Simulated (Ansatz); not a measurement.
# Distance and direction of the Gd–Gd exchange couplings in ferromagnetic GdSiRu (P4/nmm), PBEsol+U at constrained moments

I have to decide which Gd–Gd pairs a spin model of GdSiRu must keep, and whether a cut-off by distance alone is safe. The choice matters for any simulation of ordering temperature or spin waves in a layered rare-earth magnet, such as one considered for magnetic cooling, because a dropped shell of eight neighbours can count for more than a stronger bond with few. The couplings J are calculated with PBEsol and a Hubbard U on Gd, in the ferromagnetic state and at constrained moments. A positive J favours parallel moments. Each shell's weight is its part in the mean field that holds this state. No measured coupling or ordering temperature is set beside them here.

## Method

One system, GdSiRu (P4/nmm), in the lowest of the collinear states that were tried (ferromagnetic, 6 atom(s), 2 counted as magnetic, largest moment 7.16 muB), from measured cells of the Crystallography Open Database. Ansatz 0.2.0, plane waves with its default PAW datasets, cutoff 420 eV, collinear spins without spin-orbit coupling, Fermi-Dirac smearing of 0.1 eV. The k mesh is 10×10×6 and the sums for the couplings run over 10×10×6. Functional: PBEsol, Dudarev U (eV) Gd 6. The couplings are taken at constrained moments: the directions are held and the rest of the density and field relaxes in linear response. The mean-field temperature from all couplings of the first set is 156 K. Shells are pairs of one length, elements and relative sign; shells whose pairs differ much, and those beyond half the range that the mesh resolves, are left out. By the count of bands on its mesh the state is metallic. The same in all rows: elements and relative sign of the two moments in this state: Gd–Gd, parallel.

Notes on method and selection:

- J is defined by E = -sum over ordered pairs (each pair twice) of J e_i.e_j with unit vectors e, a classical Heisenberg model without biquadratic or multi-spin terms, so J > 0 favours parallel moments and the moment's size is inside J.
- The state is the lowest of a few collinear starts and need not be the true ground state; spin-orbit coupling is left out.
- Far couplings are the most sensitive to the k mesh.
- Couplings at rigid moments can miss in size and sometimes in sign.
- Couplings between f moments are uncertain at this level, and rigid ones can be several times too large.
- no Tyablikov value for a numerical reason (the zone average or the interpolation did not settle), not for instability
- Ansatz's own search for a lower self-consistent state was switched off in these runs, so a run may rest in a state that is not the lowest for its pattern of moments.
- Runs whose couplings were flagged as in doubt, moved by over 30 per cent with the upper empty bands, lost their pattern of moments or rest on unlike orbital states are not listed.
- For crystals with 4f or 5f elements only couplings at constrained moments are used, since rigid ones can be several times too large.
- Runs that did not converge, have known faults or may not be shown are not listed, and runs on Ansatz's PAW sets soft_1 and soft_2 are kept to separate tables.

Columns:

- distance (Å): distance of the pair.
- neighbours: such neighbours per magnetic atom.
- J, constrained (meV): mean J of the shell at constrained moments.
- part in mean field (meV): J times neighbours times the relative sign, first set: the shell's part in the mean field that holds this state (negative: it works against the state).

## Results

| member | distance (Å) | neighbours | J, constrained (meV) | part in mean field (meV) |
| --- | --- | --- | --- | --- |
| Gd–Gd at 3.78 Å | 3.78 | 4 | 2.022 | 8.089 |
| Gd–Gd at 4.17 Å | 4.17 | 4 | 0.936 | 3.742 |
| Gd–Gd at 5.16 Å | 5.16 | 4 | 1.380 | 5.520 |
| Gd–Gd at 5.90 Å | 5.90 | 4 | 0.155 | 0.619 |
| Gd–Gd at 6.59 Å | 6.59 | 2 | −0.301 | −0.602 |
| Gd–Gd at 7.01 Å | 7.01 | 8 | 0.165 | 1.324 |
| Gd–Gd at 7.80 Å | 7.80 | 8 | −0.096 | −0.767 |
| Gd–Gd at 7.84 Å | 7.84 | 8 | 0.330 | 2.640 |
| Gd–Gd at 8.35 Å | 8.35 | 4 | 0.025 | 0.100 |
| Gd–Gd at 8.84 Å | 8.84 | 8 | ? | ? |
| Gd–Gd at 9.16 Å | 9.16 | 4 | 0.064 | 0.255 |
| Gd–Gd at 9.33 Å | 9.33 | 8 | 0.099 | 0.790 |
| Gd–Gd at 9.42 Å | 9.42 | 4 | −0.039 | −0.156 |
| Gd–Gd at 9.81 Å | 9.81 | 4 | 0.096 | 0.385 |

Cells marked ? are withheld until the estimate has been made.

## The trend and its physics

Three shells carry most of the order. The pairs at 3.78, 4.17 and 5.16 Å give 8.089 + 3.742 + 5.520 = 17.351 meV, against 17.351 + 0.619 − 0.602 + 1.324 − 0.767 + 2.640 + 0.100 + 0.255 + 0.790 − 0.156 + 0.385 = 21.939 meV for all shells shown, a share of 0.79. The fall with distance is not smooth even among these: J at 5.16 Å exceeds J at 4.17 Å by a factor of 1.380 / 0.936 = 1.47.

Distance alone does not fix the sign. The shells at 7.80 and 7.84 Å have eight neighbours each and nearly the same length, yet they contribute −0.767 and +2.640 meV. The geometry of the tetragonal cell sorts them. The 4.17 Å pair is the in-plane lattice translation and the 6.59 Å pair, with two neighbours, is the translation along c. The 7.80 Å pair combines the two, since √(4.17² + 6.59²) = 7.80. Neighbouring Gd layers are shifted sideways by half the in-plane diagonal, 5.90 / 2 = 2.95 Å, so the 3.78 Å pair climbs √(3.78² − 2.95²) = 2.36 Å and the 5.16 Å pair √(5.16² − 2.95²) = 4.23 Å. The 7.84 Å pair climbs as much as the 5.16 Å pair and runs mostly sideways.

Sorted by height along c, every shown pair that climbs about 4.2 Å or less has positive J, and the three that climb 6.6 Å or more (6.59, 7.80 and 9.42 Å) have negative J. The negative shells together take away only 0.602 + 0.767 + 0.156 = 1.525 meV, so they weaken the ferromagnetic order without threatening it.

The likely carrier is indirect exchange. The compact 4f shells hardly overlap, but each polarises the 5d and other conduction electrons around it, and this polarisation reaches the next Gd with a sign that oscillates with separation. In a layered metal the period and strength of that oscillation depend on direction, which would allow opposite signs at equal length. The Fermi surface that would test this is not shown in the table.

## An estimate before looking

Plain estimates from the members shown:

- Gd–Gd at 8.84 Å, straight-line interpolation between Gd–Gd at 8.35 Å and Gd–Gd at 9.16 Å: w = (8.84 − 8.35) / (9.16 − 8.35) = 0.605, so 0.025 + 0.605 × (0.064 − 0.025) = 0.049 meV

The straight line between 8.35 and 9.16 Å gives +0.049 meV, but it joins two pairs that climb little along c. The 8.84 Å pair is one c translation plus the in-plane diagonal, √(6.59² + 5.90²) = 8.85, and so belongs with the negative pairs at 6.59 and 7.80 Å.

My first route repeats the last ratio within a series of equal height: −0.096 × (0.096 / 0.301) = −0.031 meV. The other series are the in-plane pairs at 4.17, 5.90, 8.35 and 9.33 Å, the pairs at 3.78, 7.01 and 9.16 Å, and those at 5.16, 7.84 and 9.81 Å. Tried on the shells at 8.35, 9.16, 9.33 and 9.81 Å, the same rule misses by 0.001, 0.051, 0.095 and 0.017 meV, or 0.055 meV root mean square.

The second route uses the mean-field temperature. For this definition of J the total mean field is J₀ = (3/2) k_B T, with k_B = 0.08617 meV/K, so 1.5 × 0.08617 × 156 = 20.16 meV. The shown shells sum to 21.94 meV, which leaves 20.16 − 21.94 = −1.78 meV for the withheld shell and everything farther out. Given wholly to the eight neighbours, that is −1.78 / 8 = −0.22 meV each. The five shown shells beyond 8 Å have parts of 0.42 meV root mean square. If the unseen tail acts like five more of random sign, the error is 0.42 × √5 / 8 = 0.12 meV.

The routes use different information, so I weight them by inverse square error, 1 / 0.055² = 331 to 1 / 0.12² = 69: (−0.031 × 331 − 0.22 × 69) / 400 = −0.06 meV, with an error of 1 / √400 = 0.05 meV.

**Committed estimate, Gd–Gd at 8.84 Å: J, constrained = −0.06 ± 0.05 meV.**

## How the estimate fared

| member | distance (Å) | neighbours | J, constrained (meV) | part in mean field (meV) |
| --- | --- | --- | --- | --- |
| Gd–Gd at 8.84 Å | 8.84 | 8 | −0.066 | −0.526 |

| member | estimate | J, constrained (meV) | computed | estimate − computed | miss in error bars |
| --- | --- | --- | --- | --- | --- |
| Gd–Gd at 8.84 Å | committed | −0.060 | −0.066 | +0.006 | 0.1 |
| Gd–Gd at 8.84 Å | interpolation | 0.049 | −0.066 | +0.115 |  |

The estimate of −0.060 meV lies 0.006 meV from the calculated −0.066 meV, well inside its error bar of 0.05 meV. The interpolation by distance missed by 0.115 meV and had the wrong sign.

The closeness flatters my reasoning. The series of equal height gave −0.031 meV, too weak by 0.035 meV, and the mean-field remainder gave −0.22 meV, too strong by about 0.15 meV, somewhat more than the error I had assigned to it. The two misses largely cancelled in the weighted mean.

What held was the sign. All four negative shells now shown climb 6.6 Å or more along c, and all ten positive ones climb about 4.2 Å or less. The assumed constant ratio did not hold: J falls by a factor of 0.096 / 0.301 = 0.32 from 6.59 to 7.80 Å, but only by 0.066 / 0.096 = 0.69 on to 8.84 Å. A direction-dependent polarisation of the conduction electrons fits the sign pattern, though the pattern does not identify the bands responsible.

## Exceptions

Against a smooth fall with distance, three shells stand out. The pair at 5.16 Å is stronger than the nearer one at 4.17 Å by 1.380 − 0.936 = 0.444 meV. The pair at 7.84 Å has twice the J of the one at 7.01 Å (0.330 / 0.165 = 2.0), and with eight neighbours it adds 2.640 meV to the mean field. Both pairs climb about 4.2 Å along c, so the same link between Gd layers appears to be strong at two lateral distances. Conduction states of the Ru–Si block between these layers may carry it, but the table does not identify them.

The third is the pair at 6.59 Å, straight along c, with −0.301 meV between positive neighbours in the list. An oscillating conduction-electron polarisation can give this sign. With only two such neighbours per Gd, the shell removes just 0.602 meV from the mean field.

I give no separate cause for the uneven values beyond 8 Å, such as 0.025 meV at 8.35 Å and 0.099 meV at 9.33 Å. Couplings this small and distant are the most sensitive to the k mesh.

## Conclusions and limits

For the mean-field temperature, a cut-off by distance is safe here only if it lies beyond 7.84 Å, so I would keep every shell up to and including that one. Their parts sum to 17.351 + 0.619 − 0.602 + 1.324 − 0.767 + 2.640 = 20.565 meV, and 2 × 20.565 / (3 × 0.08617) = 159 K, close to the 156 K from all couplings, partly because positive and negative parts farther out cancel. Spin waves weigh distant pairs more heavily, and this check does not cover them. Stopping at 5.16 Å gives 2 × 17.351 / (3 × 0.08617) = 134 K.

Between 3.78 and 9.81 Å, height along c sorts the signs in this crystal. It does not give reliable sizes: over the five far shells tried, the constant-ratio rule misses by 0.051 meV root mean square, against a scatter of 0.061 meV about their mean.

Two effects outside this classical mean field exceed the change made by the cut-off. Spin fluctuations typically lower an ordering temperature by roughly a fifth, while treating Gd as a quantum spin S of 7/2 raises the mean-field value by the factor (S + 1)/S, which is 4.5 / 3.5 = 1.29. The choice of U and functional also shifts the scale clearly, so 156 K is no forecast of the measured ordering temperature.
